# Solution key: secular-free third-order response of a discrete-level system

## Premises and conventions

1. $H_0|n\rangle=E_n|n\rangle$ with a nondegenerate ground state, $E_0=0$, and $E_n>0$ otherwise. We set $\hbar=1$, so each $\omega$ is a photon energy in eV.
2. The coupling is electric dipole along one axis: $V(t)=-d\,F(t)$, $d_{lm}=\langle l|d|m\rangle$.
3. The real field is $F(t)=\sum_a F_a e^{-i\omega_a t}e^{\eta t}$, with both signs of each frequency, $\omega_{-a}=-\omega_a$, $F_{-a}=F_a^*$. The system is in $|0\rangle$ at $t\to-\infty$, and $\eta\to0^+$ at the end. The switching factor amounts to $\omega_a\to\omega_a+i\eta$, which is left implicit unless needed.
4. There is no damping, and no denominator containing an $E_n>0$ vanishes.
5. Taylor convention: the third-order part of $p(t)=\langle d\rangle$ defines $\gamma$ by
$$p^{(3)}(t)=\frac16\sum_{abc}\gamma(-\omega_\sigma;\omega_a,\omega_b,\omega_c)F_aF_bF_c\,e^{-i\omega_\sigma t},\quad \omega_\sigma=\omega_a+\omega_b+\omega_c, \tag{1}$$
with $\gamma$ symmetric in its three input frequencies.

A primed sum omits $|0\rangle$, $Q=1-|0\rangle\langle0|$, and $D=d-d_{00}$, so that $D_{lm}=d_{lm}-d_{00}\delta_{lm}$ and $D_{00}=0$.

## Part (a): separating the ground-state amplitude

Write $|\psi\rangle=c_0(t)|\Phi(t)\rangle$ with $\langle0|\Phi\rangle=1$, which is possible while $c_0=\langle 0|\psi\rangle\neq0$, as holds in a weak field. Projecting $i\partial_t\psi=(H_0+V)\psi$ on $\langle0|$ and using $E_0=0$ gives
$$i\dot c_0=W c_0,\qquad W(t)=\langle0|V|\Phi\rangle,\qquad c_0=\exp\Big[-i\int_{-\infty}^tW\,dt'\Big]. \tag{2}$$
Inserting $\psi=c_0\Phi$, using (2) and dividing by $c_0$,
$$i\partial_t\Phi=(H_0+V-W)\Phi. \tag{3}$$
Evolution is unitary, so $|c_0|^2\langle\Phi|\Phi\rangle=1$. With $d=d_{00}+D$,
$$p(t)=d_{00}+\frac{\langle\Phi|D|\Phi\rangle}{\langle\Phi|\Phi\rangle}. \tag{4}$$
Equations (2) to (4) are exact. The phase of $c_0$ has left the observable, and its modulus enters only as the norm in the denominator.

## Part (b): the first three orders

Expand $\Phi=|0\rangle+\phi_1+\phi_2+\phi_3+\dots$ with $\langle0|\phi_k\rangle=0$. Then $W_1=V_{00}=-d_{00}F$ and $W_2=\langle0|V|\phi_1\rangle$. The combination $V-W_1=-DF$ is the origin of the shifted dipoles. Apply $Q$ to (3) order by order. Terms $W_k|0\rangle$ are removed by $Q$, and what remains is
$$(i\partial_t-H_0)\phi_1=-F\,Qd|0\rangle,$$
$$(i\partial_t-H_0)\phi_2=-F\,QD\phi_1,$$
$$(i\partial_t-H_0)\phi_3=-F\,QD\phi_2-W_2\phi_1 .$$
A source $-s_n e^{-i\Omega t}$ in component $n$ has the solution $s_ne^{-i\Omega t}/(E_n-\Omega)$. The homogeneous solution is absent because every $\phi_k$ vanishes at $t\to-\infty$. With $\omega_{ab}=\omega_a+\omega_b$,
$$\phi_1=\sum_aF_ae^{-i\omega_at}{\sum_n}'|n\rangle\frac{d_{n0}}{E_n-\omega_a},$$
$$\phi_2=\sum_{ab}F_aF_be^{-i\omega_{ab}t}{\sum_{mn}}'|m\rangle\frac{D_{mn}d_{n0}}{(E_m-\omega_{ab})(E_n-\omega_a)},$$
$$W_2=-\sum_{ab}F_aF_be^{-i\omega_{ab}t}A(\omega_a),\qquad A(\omega)={\sum_n}'\frac{|d_{0n}|^2}{E_n-\omega}. \tag{5}$$
In the third equation $-W_2\phi_1$ is a source of sign opposite to that of $-FQD\phi_2$, so
$$\phi_3=\sum_{abc}F_aF_bF_ce^{-i\omega_\sigma t}{\sum_l}'\frac{|l\rangle}{E_l-\omega_\sigma}\left[{\sum_{mn}}'\frac{D_{lm}D_{mn}d_{n0}}{(E_m-\omega_{ab})(E_n-\omega_a)}-\frac{d_{l0}A(\omega_a)}{E_l-\omega_c}\right].$$
Every denominator contains an excitation energy, so each $\phi_k$ has a finite, bounded limit as $\eta\to0$.

The bras follow by conjugating and renaming $a\to-a$. This restores the factors $F_ae^{-i\omega_at}$ and turns each $E-\omega$ into $E+\omega$, for example $\langle\phi_1|=\sum_aF_ae^{-i\omega_at}\sum'_n d_{0n}\langle n|/(E_n+\omega_a)$. The rule $\omega\to\omega+i\eta$ survives, since $(E-\omega_a-i\eta)^*=E+\omega_{-a}+i\eta$.

## Part (c): the Orr–Ward formula

In (4) the numerator $N$ has no zeroth-order term because $D_{00}=0$, and the norm is $1+\langle\phi_1|\phi_1\rangle+O(F^3)$. Hence $p^{(3)}=N_3-N_1\langle\phi_1|\phi_1\rangle$, with
$$N_1=\langle0|d|\phi_1\rangle+\text{c.c.},\qquad N_3=\langle0|d|\phi_3\rangle+\langle\phi_1|D|\phi_2\rangle+\text{c.c.}$$
Collect the coefficient of $F_1F_2F_3e^{-i\omega_\sigma t}$ for one assignment of three frequencies to the summation labels.

*Three-sum terms.* The pieces $\langle0|d|\phi_3\rangle$, $\langle\phi_1|D|\phi_2\rangle$, $\langle\phi_2|D|\phi_1\rangle$ and $\langle\phi_3|d|0\rangle$ share the numerator $d_{0l}D_{lm}D_{mn}d_{n0}$ once the states are named $l,m,n$ from left to right, and they give, in that order,
$$T_{lmn}=\frac{1}{(E_l-\omega_\sigma)(E_m-\omega_{12})(E_n-\omega_1)}+\frac{1}{(E_l+\omega_3)(E_m-\omega_{12})(E_n-\omega_1)}$$
$$+\frac{1}{(E_l+\omega_1)(E_m+\omega_{12})(E_n-\omega_3)}+\frac{1}{(E_l+\omega_1)(E_m+\omega_{12})(E_n+\omega_\sigma)}. \tag{6}$$

*Two-sum terms.* The $A$ term of $\phi_3$ and its conjugate give the first two entries below. The product $N_1\langle\phi_1|\phi_1\rangle$, with $\omega_3$ in $N_1$, $\omega_2$ in the bra and $\omega_1$ in the ket, gives the last. All carry $-|d_{0m}|^2|d_{0n}|^2$:
$$U_{mn}=\frac{1}{(E_m-\omega_\sigma)(E_m-\omega_3)(E_n-\omega_1)}+\frac{1}{(E_m+\omega_\sigma)(E_m+\omega_3)(E_n+\omega_1)}$$
$$+\left[\frac1{E_m-\omega_3}+\frac1{E_m+\omega_3}\right]\frac{1}{(E_n+\omega_2)(E_n-\omega_1)}. \tag{7}$$

The product $F_aF_bF_c$ is symmetric, so the coefficient may be replaced by its average over the six permutations $P$ of $(\omega_1,\omega_2,\omega_3)$. The factor $1/6$ of that average is the factor in (1), and therefore
$$\boxed{\gamma(-\omega_\sigma;\omega_1,\omega_2,\omega_3)=\sum_P\Big[{\sum_{lmn}}'d_{0l}D_{lm}D_{mn}d_{n0}\,T_{lmn}-{\sum_{mn}}'|d_{0m}|^2|d_{0n}|^2\,U_{mn}\Big]} \tag{8}$$
This is the nonresonant result of Orr and Ward (1971) for one axis. For a tensor component each input frequency carries its Cartesian label through the permutations, and the operator of the measured component stands first, second, third and fourth in the four terms of (6).

## Part (d): where the divergences arise and how they cancel

*The direct expansion.* Split $V=-DF-d_{00}F$. The second part is a number times the identity and multiplies $\psi$ by the pure phase $\exp(id_{00}\int F\,dt)$, so it can be dropped exactly. Expanding $\psi$ itself in $-DF$ gives (6) with unrestricted sums and no two-sum. Terms with $l=0$ or $n=0$ vanish because $D_{00}=0$. The term $m=0$, a return to the ground state after two interactions, survives with denominators $\mp s$, where $s=\omega_1+\omega_2+2i\eta$. These diverge as $\eta\to0$ when $\omega_1+\omega_2=0$, as in the intensity-dependent index and the static limit. In third-harmonic generation they equal $\mp2\omega$ and diverge only as $\omega\to0$.

*Its meaning.* From (2) and (5), the second-order ground amplitude is
$$c_0^{(2)}=-i\int^tW_2\,dt'=\sum_{ab}F_aF_b\,\frac{A(\omega_a+i\eta)}{-\omega_{ab}-2i\eta}\,e^{-i\omega_{ab}t+2\eta t},$$
which is the formula for $\phi_2$ continued to $m=0$. For $b=-a$ the factor is $iA(\omega_a+i\eta)e^{2\eta t}/2\eta$. Expanding in $\eta$ with $A'=dA/d\omega$,
$$c_0^{(2)}\to\sum_a|F_a|^2\Big[iA(\omega_a)\Big(\frac1{2\eta}+t\Big)-\tfrac12A'(\omega_a)\Big].$$
The imaginary part is the secular term. It is the first term of $e^{-i\Delta t}$, with the light shift $\Delta=-\sum_a|F_a|^2A(\omega_a)$, together with the phase gathered during the switching. For $F=F_0\cos\omega t$, $F_{\pm}=F_0/2$ and $\Delta=-\alpha(\omega)F_0^2/4$, where $\alpha(\omega)=A(\omega)+A(-\omega)$ is the polarisability read from $N_1$. The real part is finite. Since $A'(\omega)=\sum'_n|d_{0n}|^2/(E_n-\omega)^2$, it is minus one half of the time-averaged $\langle\phi_1|\phi_1\rangle$, the depletion of the ground state.

*The cancellation.* Set $E_m=0$ in (6), where $D_{l0}D_{0n}=d_{l0}d_{0n}$. In the third and fourth terms exchange the names $l\leftrightarrow n$, which leaves $|d_{0l}|^2|d_{0n}|^2$ unchanged, and exchange $\omega_1\leftrightarrow\omega_2$, which $\sum_P$ allows. With $x=E_l$, $y=E_n$ and $\omega_\sigma=\omega_3+s$,
$$T_{l0n}\to\frac1s\left\{-\Big[\frac1{x-\omega_\sigma}+\frac1{x+\omega_3}\Big]\frac1{y-\omega_1}+\Big[\frac1{x-\omega_3}+\frac1{x+\omega_\sigma}\Big]\frac1{y+\omega_2}\right\}.$$
Three elementary identities extract the factor $s$:
$$\frac1{x-\omega_\sigma}=\frac1{x-\omega_3}+\frac{s}{(x-\omega_3)(x-\omega_\sigma)},\qquad \frac1{x+\omega_\sigma}=\frac1{x+\omega_3}-\frac{s}{(x+\omega_3)(x+\omega_\sigma)},$$
$$\frac1{y+\omega_2}-\frac1{y-\omega_1}=-\frac{s}{(y+\omega_2)(y-\omega_1)}.$$
After the first two are inserted, both brackets contain the common part $1/(x-\omega_3)+1/(x+\omega_3)$, which multiplies the left side of the third identity. Every term is then proportional to $s$, and
$$T_{l0n}\to-\frac{1}{(x-\omega_\sigma)(x-\omega_3)(y-\omega_1)}-\frac{1}{(x+\omega_\sigma)(x+\omega_3)(y+\omega_2)}-\Big[\frac1{x-\omega_3}+\frac1{x+\omega_3}\Big]\frac{1}{(y+\omega_2)(y-\omega_1)}.$$
Under $\sum_P$ this is $-U$ of (7). The poles from the ket, $-1/s$, cancel those from the bra, $+1/s$, because a secular phase and its conjugate multiply to one. The two-sum is the finite remainder of the ground-state returns.

## Part (e): static limit

With all frequencies zero, $T=4/(E_lE_mE_n)$ and $U=4/(E_m^2E_n)$, and the six permutations are equal:
$$\gamma_0=24\left[{\sum_{lmn}}'\frac{d_{0l}D_{lm}D_{mn}d_{n0}}{E_lE_mE_n}-{\sum_{mn}}'\frac{|d_{0m}|^2|d_{0n}|^2}{E_m^2E_n}\right]. \tag{9}$$
An exactly soluble case tests this. For two levels separated by $E$, with real $d_{01}=\mu$ and $D_{11}=\delta$, the lower eigenvalue is
$$\varepsilon=-d_{00}F+\tfrac12(E-\delta F)-\sqrt{\tfrac14(E-\delta F)^2+\mu^2F^2}.$$
With $E'=E-\delta F$, expanding the root gives $\varepsilon=-d_{00}F-\mu^2F^2/E'+\mu^4F^4/E'^3-\dots$. The $F^4$ coefficient is $-\mu^2\delta^2/E^3+\mu^4/E^3$. Since $p=-\partial\varepsilon/\partial F=\dots+\gamma_0F^3/6$, that coefficient equals $-\gamma_0/24$, so $\gamma_0=24\mu^2(\delta^2-\mu^2)/E^3$, as (9) gives. The static two-sum contribution is always negative, while the static three-sum, being $\sum'_m|\sum'_nD_{mn}d_{n0}/E_n|^2/E_m$, is never negative.

## Part (f): third harmonic in a four-level model of sodium

Keep 3s (ground), 3p, 4s and 3d of the valence electron, with light polarised along $z$. Spin–orbit coupling is neglected, so spin is a spectator, only $m_l=0$ orbitals couple, and the ground state is effectively nondegenerate. Parity makes all diagonal dipoles zero, so $D=d$, $l=n=$ 3p, and $m$ is 4s or 3d. Define $E=E_{3p}$, $a=|d_{3s,3p}|^2$ and $b_m=|d_{3p,m}|^2$. The angular integrals give $|\langle s|\cos\theta|p_0\rangle|^2=1/3$ and $|\langle p_0|\cos\theta|d_0\rangle|^2=4/15$.

For $\omega_1=\omega_2=\omega_3=\omega$ the first two terms of (6) combine through
$$\frac1{E-3\omega}+\frac1{E+\omega}=\frac{2(E-\omega)}{(E-3\omega)(E+\omega)},$$
and the last two through the same identity with $\omega\to-\omega$. For $U$, part (d) gives $U=-T$ at $E_m=0$:
$$U=\frac1{\omega}\Big[\frac1{(E-3\omega)(E+\omega)}-\frac1{(E+3\omega)(E-\omega)}\Big]=\frac{4E}{(E^2-\omega^2)(E^2-9\omega^2)},$$
because $(E+3\omega)(E-\omega)-(E-3\omega)(E+\omega)=4E\omega$. All six permutations coincide, so
$$\gamma_{3\omega}=12a\left\{\sum_mb_mB_m-\frac{2Ea}{(E^2-\omega^2)(E^2-9\omega^2)}\right\}, \tag{10}$$
$$B_m=\frac1{(E_m-2\omega)(E-3\omega)(E+\omega)}+\frac1{(E_m+2\omega)(E+3\omega)(E-\omega)}.$$
The two-sum contribution is negative for $3\omega<E$ and positive for $E/3<\omega<E$. From (1) with $F_\pm=F_0/2$, the harmonic dipole is $p_{3\omega}=\tfrac16\gamma_{3\omega}(F_0/2)^3\,2\cos3\omega t=\tfrac1{24}\gamma_{3\omega}F_0^3\cos3\omega t$.

## Part (g): range of validity

1. *Weak field.* $|d|F_0/2$ must be small against the one-photon denominators, and light shifts small against every multiphoton detuning. The duration of the interaction is not restricted by $|\Delta|t\ll1$, because that phase is summed exactly in $c_0$.
2. *No resonance.* Detunings must exceed linewidths, fine structure if it is ignored, and the pulse bandwidth. Near resonance, populations and damping require a density-matrix treatment. Inserting widths by hand into (6) at $m=0$ can spoil the identities of part (d).
3. *Adiabatic envelope.* The rise time must exceed $\hbar$ over the smallest detuning.
4. *Nondegenerate initial state.* A degenerate or nearly degenerate partner coupled by $V$ at first or second order must be treated together with $|0\rangle$.
5. *Completeness.* Equation (8) is the exact third-order coefficient only for the full spectrum, continuum included, and only while the multiphoton energies in its denominators stay below the ionisation threshold. A truncated sum is delicate because the two sums partly cancel.
6. *Dipole approximation and independent atoms.* No local-field or collisional effects are included.

## Part (h): numerical illustration

Approximate inputs: $E_{3p}=2.104$ eV, $E_{4s}=3.191$ eV, $E_{3d}=3.617$ eV, and radial integrals of magnitude 2.28 Å (3s–3p), 2.32 Å (3p–4s) and 3.11 Å (3p–3d). Then $a=1.733$, $b_{4s}=1.794$ and $b_{3d}=2.579$ in $e^2$Å$^2$. Only squares enter (10), so phases do not matter.

Take a fundamental of 2000 nm, $\omega=0.620$ eV, with the harmonic at 667 nm. The factors in eV are $E-3\omega=0.244$, $E+\omega=2.724$, $E+3\omega=3.964$ and $E-\omega=1.484$, with products $0.6647$ and $5.883$ eV$^2$ for the first and second pairs. For 4s, $E_m\mp2\omega=1.951$ and $4.431$, so $B_{4s}=0.8095$ eV$^{-3}$. For 3d they are $2.377$ and $4.857$, so $B_{3d}=0.6680$ eV$^{-3}$. The contributions to (10), in $e^4$Å$^4$/eV$^3$ $=e$Å$^4$/V$^3$, are

| | via 4s | via 3d | two-sum | net |
|---|---|---|---|---|
| static | 5.28 | 6.70 | −7.74 | 4.24 |
| 2000 nm | 30.2 | 35.8 | −38.8 | 27.2 |

The third figure only displays the cancellation. The two-sum removes 65 per cent of the three-sum statically and 59 per cent at 2000 nm.

*Omitted states.* Take approximately $E_{4p}=3.753$ eV and radial magnitudes 0.20 Å (3s–4p), 5.4 Å (4s–4p) and 5.0 Å (3d–4p). Replacing 3p by 4p as $l$ or as $n$ in (6) scales the numerator by $0.20\times5.4/(2.28\times2.32)=0.204$ for 4s and $0.20\times5.0/(2.28\times3.11)=0.141$ for 3d. Summing both replacements over the four terms of (6) gives magnitudes 4.1 and 3.4 at 2000 nm. Their signs depend on relative phases that the magnitudes do not fix. Together they reach at most 7.5, or 28 per cent of the net. The 4d level, at about 4.284 eV with a 3p–4d integral of about 0.9 Å, adds $+2.4$ through 3p. In the two-sum 4p is minor, since $(0.20/2.28)^2=0.008$. Statically the 4p terms are 1.2 and 1.1, together about half of the net, so the static entry is only a rough value. At 1064 nm, $\omega=1.165$ eV, the three-photon denominators are $-1.391$ eV for 3p and $+0.258$ eV for 4p. Their ratio of 5.4 offsets the small numerators, and the four-level model fails there.

*Conditions at $10^{10}$ W/cm².* From $I=\tfrac12c\varepsilon_0F_0^2$, $F_0=0.0274$ V/Å, and $\sqrt a\,F_0/2=0.018$ eV is small against 1.484 eV. With $\alpha(\omega)=2Ea/(E^2-\omega^2)=1.80$ $e$Å$^2$/V, 3s moves down by 0.34 meV. The same expression for 3p, summed over 4s, 3d and 3s, gives $\alpha_{3p}=7.19$ $e$Å$^2$/V and a downward shift of 1.35 meV. The detuning of 0.244 eV changes by 0.4 per cent, which indicates the relative size of the fifth order. The 3p fine structure, about 2 meV, is 0.8 per cent of the detuning, and the rise time must exceed 2.7 fs. The secular phase reaches one radian after $\hbar/|\Delta|=1.9$ ps, so a direct expansion of $c_0$ fails in a nanosecond pulse while (10) remains valid. The dipole amplitudes are $0.050$ $e$Å at $\omega$ and $2.3\times10^{-5}$ $e$Å at $3\omega$.

*Vapour.* At 700 K, with a typical vapour pressure of about 100 Pa, the ideal-gas density is $N=1.035\times10^{-5}$ nm$^{-3}$. The Boltzmann factor of 3p is $7\times10^{-16}$, so the atoms start in 3s. Dimers, typically a few per cent of the vapour and absorbing in the red, are left out, and they would affect the propagation of the harmonic. With $P^{(3)}=\varepsilon_0\chi^{(3)}F^3$, that is $P_{3\omega}=\tfrac14\varepsilon_0\chi^{(3)}F_0^3\cos3\omega t$, one has $\chi^{(3)}=N\gamma_{3\omega}/6\varepsilon_0$. The model's values are $\gamma_{3\omega}\approx27$ $e$Å$^4$/V$^3$ and $\chi^{(3)}\approx8.5\times10^{-8}$ nm$^2$/V$^2$, with a truncation uncertainty of roughly 30 per cent from the omitted states.